**Question.** Surface phase diagrams from DFT are mostly built from static total energies plus gas-phase chemical potentials, with a remark that vibrations "largely cancel". I work on hydroxylated ZnO. How big is the vibrational part of the surface free energy, how does it scale with temperature and with the softening of the surface modes, and does the cancellation survive once O–H groups are present?

---

**Answer.** For lattice modes that merely shift at the surface, the correction goes from a zero-point difference at low $T$ to $k_BT\sum\ln(\omega_s/\omega_b)$ at high $T$, a few meV/Å$^2$ in the model below. For hydrogen taken from a gas the modes have no partners, the logarithmic formula does not apply, and the zero-point term dominates over most of the useful range.

## Definitions

Take a slab with equal numbers $N$ of Zn and O and $N_H$ hydrogen atoms from an H$_2$ reservoir:

$$\gamma A = G_{\rm slab}-N g_{\rm ZnO}-\tfrac12 N_H\,\mu_{{\rm H}_2}.$$

$A$ is the area of the face under study. The two polar faces of wurtzite differ, so I keep the back face unchanged and count only the excess near the front. The $pV$ terms of the solids are dropped and all vibrations are harmonic. A mode has levels $(n+\frac12)\hbar\omega$, and the geometric sum gives, with $x=\hbar\omega/k_BT$,

$$F=\frac{\hbar\omega}{2}+k_BT\ln(1-e^{-x})=k_BT\ln\left(2\sinh\frac x2\right).$$

I split $\mu_{{\rm H}_2}=E_{{\rm H}_2}+F(\omega_g)+\mu_{tr}(T,p)$, where $\mu_{tr}$ holds translation and rotation, and nuclear spin is left out on both sides. All vibrational terms then collect in

$$\gamma_{\rm vib}A=\sum_{\rm lattice}[F(\omega_s)-F(\omega_b)]+N_H\,\Delta F_H,\qquad \Delta F_H=\sum_{i=1}^{3}F(\omega_i)-\tfrac12F(\omega_g).$$

The first sum has as many slab modes as bulk modes. The second sets three modes per H against half a mode.

## Dimensional analysis

For paired modes with one bulk frequency, the inputs are two energies, one area per surface atom $A_0$ and the ratio $s=\omega_s/\omega_b$. Hence

$$\gamma_{\rm vib}=\frac{k_BT}{A_0}\,\Phi(x,s),\qquad \Phi=\sum\ln\frac{\sinh(sx/2)}{\sinh(x/2)},\qquad x=\frac{\hbar\omega_b}{k_BT}.$$

If $\Phi$ is finite as $x\to0$, the scale is $k_BT/A_0$ and $\hbar$ drops out. As $T\to0$ the only scale left is $\hbar\omega_b/A_0$.

With the compiled lattice constant $a=3.25$ Å (arXiv preprint, 2012), a polar face has $A_0=\frac{\sqrt3}{2}a^2=9.147$ Å$^2$ per atom. I use assumed Einstein energies of 20 meV for Zn-dominated and 60 meV for O-dominated modes, that is 232 K and 696 K. Then $k_BT/A_0=2.83$ meV/Å$^2$ at 300 K and $\hbar\omega_b/A_0=6.56$ meV/Å$^2$ for oxygen (1 meV/Å$^2$ = 0.016 J/m$^2$). A typical relaxed nonpolar ZnO surface energy is about 60 meV/Å$^2$. The correction is therefore small against $\gamma$ itself, but a phase diagram is decided by differences between terminations, and these vanish at the boundaries.

## Temperature, paired modes

One identity organizes everything:

$$\frac{\partial F}{\partial\ln\omega}=\frac{\hbar\omega}{2}\coth\frac x2\equiv U(\omega),\qquad \Delta F=\int_{\omega_b}^{\omega_s}U\,d\ln\omega .$$

The free-energy shift is the mode energy times the logarithmic frequency shift. Since $U$ exceeds both $k_BT$ and $\hbar\omega/2$, the exact $|\Delta F|$ is larger than either limiting form at every finite temperature.

**High $T$.** Expanding, $\ln(2\sinh\frac x2)=\ln x+x^2/24-x^4/2880+\dots$ for $x<2\pi$. The $\ln T$ parts cancel pair by pair:

$$\gamma_{\rm vib}=\frac{k_BT}{A}\sum\ln\frac{\omega_s}{\omega_b}+\frac{\hbar^2}{24\,k_BT\,A}\sum(\omega_s^2-\omega_b^2)+O(T^{-3}).$$

For three modes with halved force constants, $s=1/\sqrt2$, the leading term is $3\ln s=-1.04$ in units of $k_BT$ per surface atom. It is pure entropy, $+1.04\,k_B$ per atom, because every classical mode has $U=k_BT$. The correction relative to the leading term is $(s^2-1)x^2/(24\ln s)=0.060\,x^2$.

**Low $T$.** Here $\ln(1-e^{-x})=-e^{-x}-\dots$, so per pair

$$\Delta F=\tfrac12(s-1)\hbar\omega_b-k_BT\,(e^{-sx}-e^{-x})+\dots$$

The $T=0$ limit is the zero-point difference: $-26.4$ meV per O atom and $-8.8$ meV per Zn atom for three modes at $s=1/\sqrt2$.

**Crossover.** The two asymptotes meet where $\frac12(s-1)x=\ln s$:

$$x^*=\frac{2\ln s}{s-1},$$

which is 2.37 for $s=1/\sqrt2$ and tends to 2 as $s\to1$. That is 98 K for the Zn modes and 294 K for the O modes. At $x^*$ the exact value is 1.32 times either asymptote. Solving the exact expression, the classical form is good to 10% for $x<1.3$ and the zero-point form for $x>3.6$. The window where neither holds is 64–179 K for Zn and 193–536 K for O. At room temperature the zinc modes are classical and the oxygen modes sit on the crossover.

## Very low $T$: a power law takes over

The exponential approach to the zero-point value belongs to the Einstein model. Long acoustic waves have no frequency scale, only velocities, so dimensional analysis forces $\gamma(T)-\gamma(0)\propto(k_BT)^3/(\hbar v)^2$.

A scalar wave between two free faces a distance $L$ apart has modes $\cos k_zz$ with $k_z=n\pi/L$, $n\ge0$. The sum over $n$ equals the bulk integral plus half of the $n=0$ term. Shared between two faces, this is a quarter of a two-dimensional branch, whose density of states per area is $\omega/2\pi v^2$. With $\int_0^\infty x\ln(1-e^{-x})\,dx=-\zeta(3)$,

$$\gamma(T)-\gamma(0)=-\frac{\zeta(3)}{8\pi}\,\Lambda\,\frac{(k_BT)^3}{(\hbar v_t)^2}.$$

Three independent scalar branches give $\Lambda=2+\alpha$ with $\alpha=v_t^2/v_l^2$. A stress-free elastic surface couples the polarizations and carries a Rayleigh wave. For an isotropic solid the result of Dupuis, Mazo and Onsager, which I quote without derivation, is $\Lambda=(3-3\alpha+2\alpha^2)/(1-\alpha)$.

The compiled constants (Oses 2018) are $C_{11}=207$, $C_{12}=117.7$, $C_{13}=106.1$, $C_{33}=209.5$, $C_{44}=44.8$ GPa, and $C_{66}=(C_{11}-C_{12})/2=44.65$ GPa. The Voigt averages are

$$K=\tfrac19[2(C_{11}+C_{12})+4C_{13}+C_{33}]=142.6\ {\rm GPa},$$
$$G=\tfrac1{30}[C_{11}+C_{12}+2C_{33}-4C_{13}+12C_{44}+12C_{66}]=46.4\ {\rm GPa}.$$

With the compiled $c=5.207$ Å (same preprint), two formula units per cell and assumed atomic masses 65.38 and 16.00, the density is 5.67 g/cm$^3$. Then $\hbar v_t=\hbar\sqrt{G/\rho}=18.8$ meV Å and $\alpha=G/(K+\frac43G)=0.227$, so $\Lambda=3.13$ against the scalar 2.23. The law needs $k_BT\ll\hbar v_t\pi/c=11.4$ meV, or 132 K. At 20 K it gives $-2.2\times10^{-3}$ meV/Å$^2$, while the Einstein Zn modes give only $-1.5\times10^{-4}$ meV/Å$^2$. The power law wins there, and both are irrelevant for a phase diagram.

## Softening ratio, mass and slab thickness

**$s$ near 1.** With $s=1+\delta$, $\Delta F=U\delta+O(\delta^2)$. A 10% uncertainty in a classical mode costs $0.1\,k_BT$. In a quantum mode it costs $0.05\,\hbar\omega$.

**$s\ll1$.** A third regime opens for $1\ll x\ll1/s$, with the surface mode classical and its bulk partner frozen: $\Delta F\approx k_BT\ln(sx)-\hbar\omega_b/2$. The logarithm diverges as $s\to0$, which signals the failure of the harmonic model (see the rotor below).

**$s\gg1$.** The mirror regime $1/s\ll x\ll1$ has $\Delta F\approx s\hbar\omega_b/2-k_BT\ln x$.

**Mass.** The $\omega^2$ are eigenvalues of $D=M^{-1/2}\phi M^{-1/2}$, with $\phi$ the force-constant matrix and $M$ the mass matrix. So $\sum\ln\omega=\frac12\ln\det\phi-\frac12\ln\det M$ (rigid-body modes, whose number does not grow with $A$, aside). With the same atoms on both sides the masses cancel, and no actual pairing of modes is needed, only equal counts. Mass first enters the $1/T$ term, through ${\rm Tr}\,D=\sum_j\phi_{jj}/M_j$, where light atoms weigh most. The zero-point limit scales as $M^{-1/2}$.

**What $s$ is plausible?** Give an atom four central springs $k$ along ideal tetrahedral directions $\hat n$. Then $\phi=k\sum\hat n\hat n^T=\frac43k\,\mathbb 1$. Cutting the bond along the normal, as on a polar face, leaves ${\rm diag}(\frac43,\frac43,\frac13)k$. One mode has $s=\frac12$, two are unchanged, and the sum is $\ln\frac12=-0.69$. Spreading the lost quarter of the stiffness evenly would give $\frac32\ln\frac34=-0.43$. The determinant matters, not the trace.

**Coupling between atoms.** A simple cubic lattice with one displacement per site and unit springs and masses can be solved. For in-plane wavevector $\mathbf q$ put $m=4-2\cos q_x-2\cos q_y$ and $\cosh\kappa=1+m/2$. A free slab of $N$ layers has

$$\det D=\frac{m\sinh N\kappa}{\sinh\kappa}=e^{N\kappa}\sqrt{\frac{m}{m+4}}\,(1-e^{-2N\kappa}).$$

The factor $e^{N\kappa}$ is bulk. Halving the logarithm once for $\omega$ and once for two faces gives $\frac18\langle\ln\frac{m}{m+4}\rangle_{\mathbf q}=-0.110$ per surface atom, against the local estimate $\frac12\ln\frac56=-0.091$. The local picture misses about a sixth here. The last factor is the thickness correction. For large $N$ only small $q$ counts, $\kappa\approx q$, and the integral gives $-\zeta(3)/(32\pi N^2)$ per surface atom, which is $-1.2\times10^{-4}$ for $N=10$. In this model thickness converges as $N^{-2}$ and is harmless.

## Unpaired modes: the hydroxyls

On the O-terminated face each dangling bond holds $6/4$ electrons and lacks half an electron. One H per two surface O fills the bonds, so the area per H is $2A_0=18.29$ Å$^2$. Assumed harmonic inputs: O–H stretch 470 meV, two O–H bends at 70 meV each, H$_2$ stretch 546 meV, H$_2$ rotational constant $B_g=7.4$ meV, H mass 1.008.

**Low $T$.** $\Delta F_H(0)=235+70-136.5=168.5$ meV per H. The sign is positive and opposite to that of the softening term, since translations and rotations without zero-point energy have become bound vibrations. The leading thermal correction is $-2k_BTe^{-x}$ from the bends.

**High $T$.** Now $\Delta F_H\to k_BT[\sum_i\ln x_i-\frac12\ln x_g]$, which leaves $\frac52k_BT\ln(\hbar/k_BT)$ uncancelled. There is no finite $\Phi(0)$. The missing partners are in

$$\mu_{tr}=k_BT\ln\frac{p\lambda^3}{k_BT}+k_BT\ln\frac{2B_g}{k_BT},\qquad\lambda=\frac{h}{\sqrt{2\pi m_{{\rm H}_2}k_BT}},$$

where the rotor is classical with symmetry number 2. Counting powers of $\hbar$ per H, the surface has 3 and the gas has $\frac12(3+2+1)=3$, so $\hbar$ cancels only in $\Delta F_H-\frac12\mu_{tr}$. Powers of $T$ at fixed $p$ are $-3$ against $\frac12(-\frac52-1-1)$, which leaves $T^{-3/4}$ inside the logarithm.

That limit is never reached. The stretch corresponds to 5454 K, and at 1000 K its thermal part is $-0.37$ meV against 235 meV of zero-point energy. The bends correspond to 812 K. The working regime above roughly 600 K is mixed, with frozen stretches and nearly classical bends:

$$\Delta F_H\approx\tfrac12\hbar\omega_{\rm OH}-\tfrac14\hbar\omega_g+2k_BT\left(\ln x_{\rm bend}+\frac{x_{\rm bend}^2}{24}\right).$$

## The model's numbers

All entries are in meV/Å$^2$ and use the exact $F$. The lattice columns have three modes per $A_0$ with $s=1/\sqrt2$, and the last column is $\Delta F_H/2A_0$.

| $T$ (K) | classical, $-1.04k_BT/A_0$ | Zn, 20 meV | O, 60 meV | H term |
|---|---|---|---|---|
| 0 | 0 | $-0.96$ | $-2.88$ | 9.21 |
| 100 | $-0.98$ | $-1.28$ | $-2.90$ | 9.21 |
| 300 | $-2.94$ | $-3.04$ | $-3.83$ | 9.02 |
| 600 | $-5.88$ | $-5.93$ | $-6.34$ | 7.52 |
| 1000 | $-9.79$ | $-9.83$ | $-10.08$ | 3.67 |

The Zn and O columns merge at high $T$, as mass independence demands. The sum of the O and H columns changes sign at 670 K, and the H term alone at $1.28\times10^3$ K. Near 670 K a static calculation can look right for $\gamma$ by accident.

For the phase diagram the relevant quantity is the shift of a boundary. Compare the half-covered face with an H-free face of the same lattice softening. This is a stand-in, since the real H-free face reconstructs. The boundary obeys $\Delta E+\Delta F_H=\frac12\mu_{tr}(T,p)$, with $\Delta E$ the static adsorption energy per H. Because $\mu_{tr}$ contains $k_BT\ln p$, vibrations multiply the transition pressure by $\exp(2\Delta F_H/k_BT)$. With $\Delta F_H=165$, 138 and 67 meV at 300, 600 and 1000 K, the pressure rises by 5.5, 2.3 and 0.7 decades. At 600 K and 1 bar, $\mu_{tr}=-0.76$ eV, or $-0.38$ eV per H, so $\Delta F_H$ is about a third of the gas term in size. If the H also restored the bulk stiffness of the O that binds it, the classical lattice term would add a factor $s^{-6}=8$, or 0.9 decades, independent of $T$. Lattice softening shifts boundaries by a fixed factor, while zero-point energy shifts them by a factor exponential in $1/T$.

## Neglected terms of the same size

**Bend frequency.** At 600 K, $U=59$ meV for a 70 meV mode. A 30% change of both bends, as hydrogen bonding between hydroxyls could cause, moves $\Delta F_H$ by about 36 meV out of 138.

**Hindered rotation.** A tilted OH, for instance on a Zn site, can turn about the normal. Take $V=\frac12V_0(1-\cos n\varphi)$ and $B=\hbar^2/2I$, so that $\hbar\omega=n\sqrt{V_0B}$. The classical partition function is

$$q=\sqrt{\frac{\pi k_BT}{B}}\;e^{-z}I_0(z),\qquad z=\frac{V_0}{2k_BT},$$

with $I_0$ the modified Bessel function. For large $z$, $q\to n\frac{k_BT}{\hbar\omega}\left(1+\frac{k_BT}{4V_0}\right)$, which is $n$ harmonic wells. For small $z$ it saturates at the free-rotor value. The two limits cross at $V_0=k_BT/\pi$. With an assumed distance of 0.9 Å between H and the axis, $B=2.56$ meV. At 600 K the free rotor has $q=8.0$ and $F=-107$ meV, and for $n=3$ the crossover lies at $V_0=16$ meV, $\hbar\omega=19$ meV. A 70 meV oscillator has $F=+20$ meV at that temperature. The 127 meV between these extremes is almost all of $\Delta F_H$, so the softest hydroxyl mode must be identified before any total is trusted. A harmonic frequency below the crossover overcounts the entropy without bound.

**Configurational entropy.** Random occupation of half the sites gives at most $k_B\ln2$ per site, or $-3.92$ meV/Å$^2$ at 600 K. Repulsion between H atoms reduces it, but it is half the H column.

All vibrational numbers above are the model's, not ZnO's. The zero-point term rests mainly on two stiff and fairly transferable stretches, and a shift of 0.15–0.2 eV per H on forming a surface hydroxyl from H$_2$ is typical. The lattice columns are better read as an upper estimate. Bond counting on the polar face gives $-0.69$ instead of $-1.04$, a third less, and as typical knowledge, not a measurement, relaxation shortens and stiffens the remaining surface bonds. The model probably overstates the lattice softening by a third or more, which would move the sign change of the total above 670 K.